**Q:** I have a small cobalt(II) molecule, Co(NH₂)₂, with three unpaired electrons. How much does its gap depend on the share of exact exchange that I choose?

**A:** By about a tenth of an electronvolt for every per cent, which is a great deal. Between the rows below, only the share acts on the orbital levels; the atoms stay where they are.

Ansatz 0.2.0, unrestricted Kohn–Sham calculations with the def2-TZVP basis for neutral, isolated Co(NH₂)₂ with spin multiplicity 4, at the fixed PBE0-D4/def2-TZVP geometry. The functional is PBE, with the listed share of its exchange replaced by exact exchange. Homo and lumo are taken over both spins, and spin squared is in ħ².

```tsv
exact exchange (%)	homo (eV)	lumo (eV)	homo lumo gap (eV)	spin squared
0	-4.271	-3.791	0.480	3.756
5	-4.629	-3.438	1.191	3.757
10	-4.973	-3.099	1.875	3.758
15	-5.306	-2.775	2.531	3.759
25	-5.935	-2.171	3.763	3.761
35	-6.528	-1.615	4.913	3.762
50	-7.391	-0.847	6.543	3.763
```

The gap is the distance from the highest occupied level (homo) to the lowest empty one (lumo). It grows from 0.48 eV without exact exchange to 6.54 eV at 50 %, more than tenfold. One setting of the method thus decides whether the two levels nearly meet or lie far apart.

**Q:** Which of the two levels is responsible?

**A:** Both, almost equally. Over the whole range the occupied level falls by 3.12 eV and the empty one rises by 2.94 eV. An explanation that deals with only one of them would therefore account for only half of the opening.

**Q:** Why should they move in opposite directions?

**A:** Because exact exchange treats an occupied and an empty orbital differently, and the approximate exchange of PBE does not. In the calculation each electron is repelled by the whole electron cloud, which includes its own contribution. For an occupied orbital, exact exchange removes this self-repulsion completely, whereas PBE removes it only in part and leaves the level too high. Mixing in exact exchange therefore pulls the occupied level down.

An empty orbital has put no charge into the cloud, so it has no self-repulsion to remove. PBE nevertheless gives it the same attractive exchange potential as an occupied orbital of that spin. Exact exchange replaces this by a weaker attraction, and the level goes up. This is the standard theoretical argument, and the signs of both shifts in the table agree with it.

**Q:** Why is the gap so small to begin with?

**A:** The likely reason is the open 3d shell of cobalt. A cobalt(II) ion has seven 3d electrons; with three of them unpaired, five have one spin and two the other, which leaves three vacancies of the minority spin. The calculation without exact exchange does show three empty minority-spin levels within 1.1 eV of each other, and the next one lies 2.8 eV higher. That they are mainly 3d orbitals is an inference from this count and spacing.

In that calculation the highest occupied level belongs to the majority spin and the lowest empty one to the minority spin. The printed gap thus connects levels of opposite spin and should not be read as the energy of an absorption band. Between levels of the minority spin alone the gap is 0.84 eV, still small.

**Q:** Can I predict the gap at 50 % from the first rows?

**A:** Roughly, and the reason is instructive. Let $a$ be the share of exact exchange, written as a fraction. The energy of orbital $i$ is then

$$\varepsilon_i(a)=\langle i|\,h+(1-a)\,v_x+a\,K\,|i\rangle .$$

Here $v_x$ is the PBE exchange potential, $K$ is exact exchange, and $h$ collects everything else. If the orbitals kept their shape, $a$ would enter only as a factor, and every level would move along a straight line with slope $\langle i|K-v_x|i\rangle$. The gap would follow a straight line too.

The first step, from 0 to 5 %, opens the gap by 0.142 eV per per cent. Continued to 50 %, this gives $0.48+50\times0.142\approx7.6$ eV. The full calculation gives 6.54 eV, so the line is too high by about 1 eV, or 16 % of the computed gap. The first two rows define the line; the row at 50 % had no part in it.

**Q:** Where does that electronvolt go?

**A:** Into the assumption that the orbitals keep their shape. At each new share they are solved again, the electron cloud shifts, and $h$, $v_x$ and $K$ all change with it. The equation is linear for fixed orbitals, so a bend has to come from this readjustment or from a different orbital taking over at the edge of the gap. A takeover would tend to leave a kink, and the slopes show none: they ease gently from step to step.

The first step already contains some readjustment, because its two rows were each solved afresh. The missing electronvolt therefore measures only how far the effect departs from a straight line, not the whole effect. That this departure works against the opening is a result of this calculation, not a general theorem, and the table does not show which rearrangement of the electrons causes it.

**Q:** But the last step looks like the largest of all. Is the gap not speeding up?

**A:** The last step is also the widest. It covers 15 % of exchange, while the first ones cover 5 % each. Per per cent, the gap grows by 0.109 eV at the end, against 0.142 eV at the start. No row is irregular once the spacing is taken into account, and the printed output after this exchange lists the slope of every step.

**Q:** Might the molecule have slipped into another electronic state on the way?

**A:** Probably not, though spin squared cannot tell. Every row stays within 0.02 of 3.75, the value for three unpaired electrons with parallel spins, but another state of that kind would give the same value. The better evidence is that both levels move smoothly, and that the runs at 0, 5 and 10 % all started from the orbitals of the 25 % run. Another state with the same number of unpaired electrons could still lie lower in energy, because no broad search for one was made.

**Q:** Does exact exchange then simply lift all empty levels by the same amount?

**A:** No, and here the chemistry of the orbital comes in. Between 0 and 35 % the lowest empty minority-spin level rises by 2.2 eV, while the second in order rises by 3.4 eV. A compact orbital generally feels the change of exchange more strongly than a spread-out one. Different degrees of mixing with nitrogen, or with the wide 4s orbital of cobalt, may therefore explain the contrast, though the level energies alone do not settle it.

**Q:** Which share should I use, then?

**A:** The size of the gap is no guide, since it grows at every step. A better criterion comes from what the levels ought to mean: in an exact theory, the highest occupied level lies at minus the ionisation energy. PBE usually places it too high, and a large share of exact exchange often places it too low, so a share in between can meet the condition. To find it, calculate the neutral molecule and its cation at several shares, with the atoms in the same places for both, and look for the one at which the difference of their total energies equals minus the homo. The cation must be the one that has lost an electron of the homo's spin; in the runs at 0, 5 and 10 % that is the majority spin, so two unpaired electrons remain. Where that point lies for Co(NH₂)₂ has not been computed here. It would also test only the occupied level; the empty one calls for a similar comparison with the anion. Any gap for this molecule should therefore be quoted together with its share of exact exchange.

Printed output of the fit:

```
Change per per cent of exact exchange since the row before (eV):
  row      HOMO    LUMO     gap
    5   -0.0716  0.0706  0.1422
   10   -0.0688  0.0678  0.1368
   15   -0.0666  0.0648  0.1312
   25   -0.0629  0.0604  0.1232
   35   -0.0593  0.0556   0.115
   50  -0.05753  0.0512  0.1087
Fall of the HOMO from 0 to 50 % (eV): 3.12
Rise of the LUMO from 0 to 50 % (eV): 2.944
Opening of the gap from 0 to 50 % (eV): 6.063
Part of the opening due to the HOMO (%): 51.46
Easing of the gap slope from first to last step (%): 23.58
Gap at 50 % if the first step continued in a straight line (eV): 7.59
Straight line less computed gap at 50 % (eV): 1.047
Part of this miss from the HOMO (eV): 0.46
Part of this miss from the LUMO (eV): 0.586
Largest excess of spin squared over the ideal 3.75: 0.013
Gap within the beta levels at 0 % (eV): 0.8442
Gap within the alpha levels at 0 % (eV): 3.753
Spread of the three lowest empty beta levels at 0 % (eV): 1.079
Distance from the third to the fourth empty beta level at 0 % (eV): 2.756
Rise of the lowest empty beta level from 0 to 35 % (eV): 2.176
Rise of the second empty beta level from 0 to 35 % (eV): 3.412
```
